# Microcanonical unimolecular trapping model of dissociative sticking: CO$_2$ on Ni(100)

## Statement

A molecule that strikes a clean surface is assumed to form a short-lived local complex with $s$ surface oscillators. The complex randomises the active energy

$$E^* = E_n + E_v + E_r + E_s , \tag{1}$$

and then either dissociates or desorbs. Here $E_n = E_t\cos^2\vartheta$ is the translational energy along the surface normal, $E_v$ and $E_r$ are the vibrational and rotational energies of the incident molecule, and $E_s$ is the energy of the $s$ oscillators at the moment of impact. The model is the surface form of RRKM theory developed by Harrison and co-workers.

**Conventions.** All energies are counted from zero-point levels. The zero of $E^*$ is the molecule at rest far from the surface in its ground state, with the $s$ oscillators in theirs. $E_0 \ge 0$ is the zero-point-corrected threshold for dissociation on this scale. $W_D(E)$ and $W_R(E)$ are the numbers of states of the active modes with energy up to $E$ at the dividing surfaces for desorption and for reaction. Each omits its own reaction coordinate, includes the $s$ oscillators, and vanishes for $E<0$. $Q_D$ and $Q_R$ are the partition functions of the same modes, each counted from its own lowest level, and $\beta = 1/k_BT$.

**(A) Microcanonical sticking.**

$$S(E^*) = \frac{W_R(E^*-E_0)}{W_R(E^*-E_0)+W_D(E^*)} . \tag{2}$$

**(B) Unit efficacy.** State-resolved sticking depends on $E_n$, $E_v$ and $E_r$ only through their sum, so a given amount of energy in any active mode has the same effect as the same amount in $E_n$. Translation parallel to the surface has efficacy zero.

**(C) Thermal limit.** For gas and surface at one temperature $T$, the flux-averaged sticking coefficient is

$$\bar S(T) = K\,\bigl(1-\langle S\rangle_R\bigr), \qquad K = \frac{Q_R}{Q_D}\,e^{-\beta E_0}, \qquad \bar S \le \frac{K}{1+K}, \tag{3}$$

where $\langle S\rangle_R$ is the mean of $S(E^*)$ over the thermal flux through the reactive dividing surface. The canonical ratio $\bar S \simeq K$ follows when $S(E^*)\ll1$ at the energies that carry that flux. Smallness of $\bar S$ alone is not sufficient.

## Premises

1. Every incident molecule forms a complex. The attraction $E_{ad}$ of the adsorption well adds to its energy, so the complex holds $E^*+E_{ad}$ above its own zero-point level.
2. Momentum parallel to the surface is conserved and the potential does not depend on the impact point. The two parallel translations are spectators.
3. Energy flows among all active modes much faster than the complex decays, so every state of the complex at a given energy is equally likely. Rotation is active: the surface exerts torques and angular momentum is not conserved.
4. The complex exchanges no energy with the rest of the solid during its life.
5. Motion along each reaction coordinate is separable and classical at the dividing surface, and no trajectory recrosses it. Products do not recombine.

## Proof of (A)

**Step 1: rate through one dividing surface.** Let the complex have $f$ active degrees of freedom, Hamiltonian $H$ and density of states $\rho(E) = h^{-f}\int \delta(E-H)\,d\Gamma$. By premise 3 the phase-space density is $\delta(E-H)/[h^f\rho(E)]$. Let $q$ and $p$ be the reaction coordinate and its momentum, with mass $\mu$ and the dividing surface at $q=0$. By premise 5, $H = V^\ddagger + p^2/2\mu + H^\ddagger$ there, where $V^\ddagger$ is the threshold energy and $H^\ddagger$ holds the other $f-1$ modes. The one-way flux per complex is the average of $\delta(q)\,(p/\mu)$ over $p>0$:

$$k(E) = \frac{1}{h\rho(E)}\int_0^\infty \frac{p\,dp}{\mu}\;\frac{1}{h^{f-1}}\int \delta\!\left(E - V^\ddagger - \frac{p^2}{2\mu} - H^\ddagger\right)d\Gamma^\ddagger .$$

The inner integral is the density of states $\rho^\ddagger$ of the $f-1$ modes at energy $E-V^\ddagger-\epsilon$, with $\epsilon = p^2/2\mu$. Since $p\,dp/\mu = d\epsilon$,

$$k(E) = \frac{1}{h\rho(E)}\int_0^{E-V^\ddagger}\rho^\ddagger(E-V^\ddagger-\epsilon)\,d\epsilon = \frac{W^\ddagger(E-V^\ddagger)}{h\rho(E)} . \tag{4}$$

Quantisation of the $f-1$ modes replaces the phase-space volume by a count of levels and makes $V^\ddagger$ a zero-point-corrected threshold. Without recrossing the one-way flux is the decay rate.

**Step 2: the two channels.** Counted from the zero-point level of the complex, $E = E^*+E_{ad}$. Desorption opens at $V^\ddagger = E_{ad}$ and dissociation at $V^\ddagger = E_{ad}+E_0$. Equation (4) gives

$$k_D = \frac{W_D(E^*)}{h\rho(E^*+E_{ad})}, \qquad k_R = \frac{W_R(E^*-E_0)}{h\rho(E^*+E_{ad})} . \tag{5}$$

The desorption dividing surface lies far out, so $W_D$ counts the vibrations and free rotations of the gas molecule together with the $s$ oscillators. Its reaction coordinate is the normal translation.

**Step 3: branching.** By premise 4, $E^*$ is constant in time, and by premise 3 the decay has no memory. The survival probability is therefore $e^{-(k_R+k_D)t}$, and the probability of leaving by reaction is

$$S = \int_0^\infty k_R\,e^{-(k_R+k_D)t}\,dt = \frac{k_R}{k_R+k_D} .$$

Inserting (5) cancels $h\rho$ and yields (2). The well depth and the frequencies of the complex drop out of $S$; they fix only the lifetime $\tau = h\rho/(W_R+W_D)$. By premise 1 the branching probability is the sticking probability.

## Proof of (B)

An experiment fixes the distribution $f(E^*)$ of active energy over the incident flux. The four terms of (1) are independent before impact, so $f$ is the convolution of their distributions, and the observed coefficient is $\int f(E^*)\,S(E^*)\,dE^*$. For a molecule prepared with sharp $E_n$, $E_v$, $E_r$, only the surface term is averaged:

$$S_{\rm beam}(E_n,E_v,E_r;T_s) = \sum_{j} P_j(T_s)\,S(E_n+E_v+E_r+E_{s,j}) \equiv \Sigma(E_n+E_v+E_r;T_s), \tag{6}$$

with $P_j = g_j e^{-\beta_sE_{s,j}}/Q_s$ the Boltzmann weight of the surface level $j$ of degeneracy $g_j$. The vibrational efficacy is defined as

$$\eta_v = \frac{E_n(0;S)-E_n(v;S)}{E_v},$$

where $E_n(v;S)$ is the normal energy at which state $v$ reaches the sticking value $S$. By (6) the curve of state $v$ is the ground-state curve displaced by $E_v$, so $E_n(0;S) = E_n(v;S)+E_v$ and $\eta_v=1$. The same argument holds for $E_r$, and for $E_s$ level by level. Two states of equal energy are equally reactive, whatever the mode. The inversion from $S$ to $E_n$ is unique where $\Sigma$ rises monotonically. On a fine scale $S(E^*)$ falls slightly between the steps of $W_R$, because $W_D$ keeps growing; any realistic energy spread removes this structure.

Differentiating (6) gives the dependence on surface temperature. Since $\partial\ln P_j/\partial\beta_s = -E_{s,j}+\langle E_s\rangle$,

$$-\frac{\partial \ln S_{\rm beam}}{\partial\beta_s} = \langle E_s\rangle_{\rm react} - \langle E_s\rangle , \tag{7}$$

where the first mean uses the weights $P_jS/S_{\rm beam}$ of the complexes that react and the second uses $P_j$.

## Proof of (C)

**Step 1: normal energy of a thermal flux.** The flux of molecules with normal velocity $v_z$ is proportional to $v_z e^{-\beta mv_z^2/2}dv_z$. With $dE_n = mv_z\,dv_z$ the normalised distribution is $\beta e^{-\beta E_n}dE_n$. The parallel components factorise and integrate to one.

**Step 2: distribution of $E^*$.** Let $\rho_D(\epsilon) = dW_D/d\epsilon$ be the joint density of states of vibration, rotation and surface oscillators. At a common temperature their energy $\epsilon$ has the distribution $\rho_D(\epsilon)e^{-\beta\epsilon}/Q_D$. These are the modes counted at the desorption dividing surface, which is why $Q_D$ appears. Convolution with Step 1 gives

$$f(E^*) = \int_0^{E^*}\beta e^{-\beta(E^*-\epsilon)}\,\frac{\rho_D(\epsilon)e^{-\beta\epsilon}}{Q_D}\,d\epsilon = \frac{\beta\,W_D(E^*)\,e^{-\beta E^*}}{Q_D} . \tag{8}$$

**Step 3: Laplace transform of a state count.** Integration by parts, with $W(E<0)=0$, gives $\beta\int_0^\infty W(E)e^{-\beta E}dE = \int\rho(E)e^{-\beta E}dE = Q$. This confirms that (8) is normalised. Shifting the variable by $E_0$,

$$\beta\int_{E_0}^\infty W_R(E^*-E_0)\,e^{-\beta E^*}dE^* = Q_R\,e^{-\beta E_0} . \tag{9}$$

**Step 4: the average.** From (2), $W_DS = W_RW_D/(W_R+W_D) = W_R(1-S)$. Hence

$$\bar S = \int f S\,dE^* = \frac{\beta}{Q_D}\int_{E_0}^\infty W_R(E^*-E_0)\,[1-S(E^*)]\,e^{-\beta E^*}dE^* .$$

Define the normalised reactive-flux distribution $f_R = \beta W_R(E^*-E_0)e^{-\beta(E^*-E_0)}/Q_R$ and $\langle S\rangle_R = \int f_RS\,dE^*$. With (9) the last line becomes $K(1-\langle S\rangle_R)$, the first part of (3). No approximation beyond the premises has been made.

**Step 5: the bound.** Write $S = r/(1+r)$ with $r = W_R/W_D$. Equations (8) and (9) give $\int f r\,dE^* = K$. The function $r/(1+r)$ is concave, so Jensen's inequality gives $\bar S\le K/(1+K)$.

**Step 6: the condition.** The relative departure of $\bar S$ from $K$ equals $\langle S\rangle_R$, which samples only $E^*>E_0$. A counterexample shows that $\bar S\ll1$ does not control it. For constant counts $W_D=b$ and $W_R=a$ above their thresholds, $\bar S = [a/(a+b)]e^{-\beta E_0}$ and $K=(a/b)e^{-\beta E_0}$. For $a=b$ and large $\beta E_0$ both are tiny, yet $\bar S = K/2$.

If the $s$ oscillators keep their frequencies at both dividing surfaces, their partition function cancels in $Q_R/Q_D$. Then $K$ does not depend on $s$, and thermal data in the limit $\langle S\rangle_R\ll1$ cannot fix it. Experiments with unequal gas and surface energies can.

## Range of validity

**Time scales.** Premises 3 and 4 require $\tau_{\rm random}\ll\tau\ll\tau_{\rm bath}$. A surface atom passes energy to its neighbours within a few vibrational periods, and the period of the mean Ni phonon used below is 0.14 ps. The window is narrow, and $s$ is an effective number rather than a count of atoms. Mode-specific or bond-specific reactivity, $\eta_v\ne1$, or a rotational effect unlike that of $E_n$ contradicts (B) and falsifies the premises for that system.

**Failure of isolation.** If the complex couples to very many oscillators, their density of states near $E^*$ varies as $\rho_s(E^*-\epsilon)\simeq\rho_s(E^*)e^{-\beta_s\epsilon}$. Convolving this with the molecular counts and using Step 3 gives $W_R/W_D\to K(T_s)$ and $S\to K/(1+K)$, independent of $E_n$. This is thermalised precursor kinetics, and it saturates the bound in (3).

**Incomplete formation of the complex.** Let incident state $i$ form the complex with probability $\zeta_i$. Microscopic reversibility weights each exit channel by the same $\zeta_i$, so $W_D\to\bar\zeta W_D$, with $\bar\zeta(E^*)$ the mean over open channels, and $S_i = \zeta_iW_R/(W_R+\bar\zeta W_D)$. Result (B) is lost if $\zeta_i$ depends on the mode. The thermal limit survives, because averaging $S_i$ over the channels at fixed $E^*$ gives $W_R/W_D$ when $W_R\ll\bar\zeta W_D$. The point matters for CO$_2$, which is generally described as dissociating on nickel through a bent chemisorbed state. A bottleneck on the way into that state would favour particular modes.

**Corrugation, tunnelling, coverage.** Premise 2 makes every impact point equally reactive; the size of this simplification is given below. Premise 5 omits tunnelling. For an assumed imaginary frequency of 400 cm$^{-1}$ at 400 K, where $k_BT/hc = 278.0$ cm$^{-1}$, the Wigner factor $1+(\hbar|\omega|\beta)^2/24$ is 1.09. The model describes the zero-coverage limit on terraces and ignores electronic excitation of the metal.

## Illustration: CO$_2$ → CO + O on Ni(100)

**Surface oscillators.** The Debye spectrum $3\nu^2/\nu_D^3$ has mean frequency $\tfrac34\nu_D$. With the compiled bulk Debye temperature of Ni, 450 K (Wikipedia), the mean quantum is $u = k_B\times337.5$ K, that is 234.6 cm$^{-1}$ or 2.806 kJ/mol. The value $s=2$ is assumed. All vibrational quanta are rounded to multiples of $u$, so that the counts can be done exactly.

**Desorption surface.** Nine molecular degrees of freedom, less two spectators and the reaction coordinate, leave six. Typical gas-phase values are $\nu_2 = 667$ cm$^{-1}$ (twofold), $\nu_1=1333$ cm$^{-1}$ (unperturbed by Fermi resonance), $\nu_3=2349$ cm$^{-1}$ and $B = 0.39$ cm$^{-1}$. The vibrations are rounded to $3u$, $6u$ and $10u$, or 704, 1407 and 2346 cm$^{-1}$. Rounding the bend lowers $Q_D$ at 400 K by 2.4 %. The linear rotor has the classical count $E/\sigma B$ with $\sigma=2$. With $\varepsilon=E^*/u$,

$$W_D = \kappa\,D(\varepsilon),\qquad \kappa=\frac{u}{\sigma B} = 300.7,\qquad D(\varepsilon)=\sum_{j\le\varepsilon} d_j\,(\varepsilon-j),$$

where $d_j$, the number of vibrational and phonon states at energy $ju$, is the coefficient of $y^j$ in $[(1-y)^2(1-y^3)^2(1-y^6)(1-y^{10})]^{-1}$. $D$ is linear between integers.

**Reactive surface.** All of the following are assumed: one C–O stretch at $8u$ (1877 cm$^{-1}$), one bend-like mode at $3u$, four hindered modes at $u$, $g=4$ equivalent azimuthal orientations on the fourfold surface, and $E_0=6u=16.8$ kJ/mol. The exchange of the two O atoms is already accounted for by $\sigma$. Then $W_R = gR(m)$, with $m$ the integer part of $\varepsilon-6$ and $R(m)$ the coefficient of $y^m$ in $[(1-y)^{7}(1-y^3)(1-y^8)]^{-1}$. Six powers of $1-y$ belong to the two phonons and four hindered modes, and the seventh turns the level degeneracies into a cumulative count.

**Microcanonical values.** At $\varepsilon=10.5$, $m=4$ and $R=\binom{10}{6}+\binom{7}{6}=217$. Also $D(10)=474$ and $D(11)=691$, so $D(10.5)=582.5$. Equation (2) at the midpoints between steps gives:

| $\varepsilon$ | $E^*$ (kJ/mol) | $W_R$ | $W_D$ | $S(E^*)$ |
|---|---|---|---|---|
| 6.5 | 18.2 | 4 | $3.07\times10^4$ | $1.3\times10^{-4}$ |
| 10.5 | 29.5 | 868 | $1.75\times10^5$ | $4.9\times10^{-3}$ |
| 20.5 | 57.5 | $2.23\times10^5$ | $3.22\times10^6$ | 0.065 |
| 34.5 | 96.8 | $1.26\times10^7$ | $4.57\times10^7$ | 0.217 |

$S$ is small at threshold because one level of a tight dividing surface competes with the many rotational states of the departing molecule.

**Beam on a surface at 400 K.** Let $x=e^{-\beta u}=0.4301$. For two oscillators $P_j=(j+1)x^j(1-x)^2$. With $E_r\approx0$, equation (6) gives:

| $E_n$ (kJ/mol) | state | $S_{\rm beam}$ |
|---|---|---|
| 9.8 ($3.5u$) | ground | $2.4\times10^{-4}$ |
| 9.8 ($3.5u$) | one bend quantum | $1.7\times10^{-3}$ |
| 18.2 ($6.5u$) | ground | $1.7\times10^{-3}$ |
| 96.8 ($34.5u$) | ground | 0.23 |

The second and third rows are equal by (B): one bend quantum multiplies the sticking by 7.2, as does $3u$ of normal energy. In the first row $E_n<E_0$, and the surface supplies the deficit. The reacting complexes carry 6.7 phonon quanta on average against 1.5 for all impacts, so the activation energy (7) with respect to $T_s$ is 14.5 kJ/mol.

**Thermal gas at 400 K.** The rotor contributes $k_BT/\sigma B = 356.4$, and

$$Q_R=\frac{g}{(1-x)^6(1-x^3)(1-x^8)} = 127.0,$$

$$Q_D=\frac{k_BT/\sigma B}{(1-x)^2(1-x^3)^2(1-x^6)(1-x^{10})}=1304 .$$

With $Q_R/Q_D=0.0974$ and $e^{-\beta E_0}=x^6=6.33\times10^{-3}$, the canonical ratio is $K=6.16\times10^{-4}$. Direct integration of $fS$ with the counts above gives $\bar S=6.08\times10^{-4}$, so $\langle S\rangle_R=0.014$. The third figure serves only to display this difference. The correction is small, but it is far larger than $\bar S$ itself, as Step 6 anticipates. A fully thermalising complex would stick with probability $K/(1+K)$ at every $E_n$, in place of the rise by three orders of magnitude in the beam table.

**Size of what is assumed or neglected.** Raising the four hindered modes from $u$ to $2u$ divides $K$ by $(1+x)^4=4.2$. Lifting premise 2 matters more. If the reactive configuration is bound to one site per surface cell, $K$ acquires the factor $q_\parallel^2/(A/\Lambda^2)$. The typical lattice constant 3.52 Å gives the cell area $A=a^2/2=6.2$ Å$^2$. The thermal wavelength $\Lambda = h/\sqrt{2\pi mk_BT}$ for mass 44 u at 400 K is 0.132 Å, so $A/\Lambda^2=358$. Two frustrated translations at an assumed 100 cm$^{-1}$ give $q_\parallel^2=11.0$. The factor is 0.031, equivalent to a shift $k_BT\ln(1/0.031)$ of about 12 kJ/mol in the threshold, which rivals $E_0$ itself. The $E_0$ of this model is therefore an effective parameter and not a barrier height of the potential-energy surface.

All sticking values above are the model's, not the material's. Beam values typical of this system near 400 K are a few $10^{-4}$ at $E_n$ near 10 kJ/mol and 0.1 to 0.15 near 100 kJ/mol; $E_0$ was chosen to place the low-energy value at that order, which is no test of the model, and at the high energy the model's 0.23 lies above the typical range by up to a factor of about two.